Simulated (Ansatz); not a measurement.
Au: pressure against volume per atom

Results calculated with Ansatz 0.2 development, not measured. All-electron LAPW DFT of a crystal on the k mesh given, cartesian forces, stress positive in compression, open shells may miss their lowest state, no spin.

Cell of the first row (space group Fm-3m, No. 225):
```
Au
1.0
      0.0000     1.9938     1.9938
      1.9938     0.0000     1.9938
      1.9938     1.9938     0.0000
Au
1
Direct
  0.00000 0.00000 0.00000
```

Settings of every row: k mesh 12x12x12; k shift 0x0x0; occupations Fermi-Dirac; smearing width 0.06 eV; functional LDA; relativity scalar, some core shells by Dirac; nucleus point; basis error target 0.25 meV/atom; hardware server CPU, model not recorded, shared host; command ansatz run INPUT --backend cpu --pin off --threads 1.

| row | volume per atom (Å³) | pressure (GPa) |
| --- | --- | --- |
| 1 | 15.852 | 10.05 |
| 2 | 16.369 | 2.68 |
| 3 | 16.886 | -3.28 |
| 4 | 17.403 | -8.06 |
| 5 | 17.919 | ? |
| 6 | 18.436 | -14.93 |
| 7 | 18.953 | -17.38 |

Question: what pressure should row 5 give?

Worked fit of pressure. Take u = (V_r/V)^(2/3) − 1 with V_r = 17.145 Å³ an atom, which is twice the finite (Eulerian) strain; such expansions in the strain, on which the Birch-Murnaghan equation of state is built, carry the rest volume and the bulk modulus. The shown rows have u = 0.05366, 0.03136, 0.0102, -0.00991, -0.04725, -0.06465. Least squares give pressure = −5.801 + 237.17 × u + 1001.3 × u² + 1581 × u³ GPa; a parabola predicts inner rows, each left out in turn, worse (root mean square 0.098 against 0.017 GPa). The rows lie off it by 0.00, 0.01, 0.00, -0.01, 0.01, 0.00. The pressure vanishes at u = 0.0223, or V = 16.59 Å³ an atom, and there the bulk modulus at fixed shape and fractions is B = −V dP/dV = (2/3)(1 + u) dP/du = 194 GPa. The withheld row has u = -0.02901, so the fit gives −5.801 + 237.17 × (-0.02901) + 1001.3 × (-0.02901)² + 1581 × (-0.02901)³ = -11.88 GPa.

The calculation gave -11.88 GPa. The fit meets it to the printed digit.
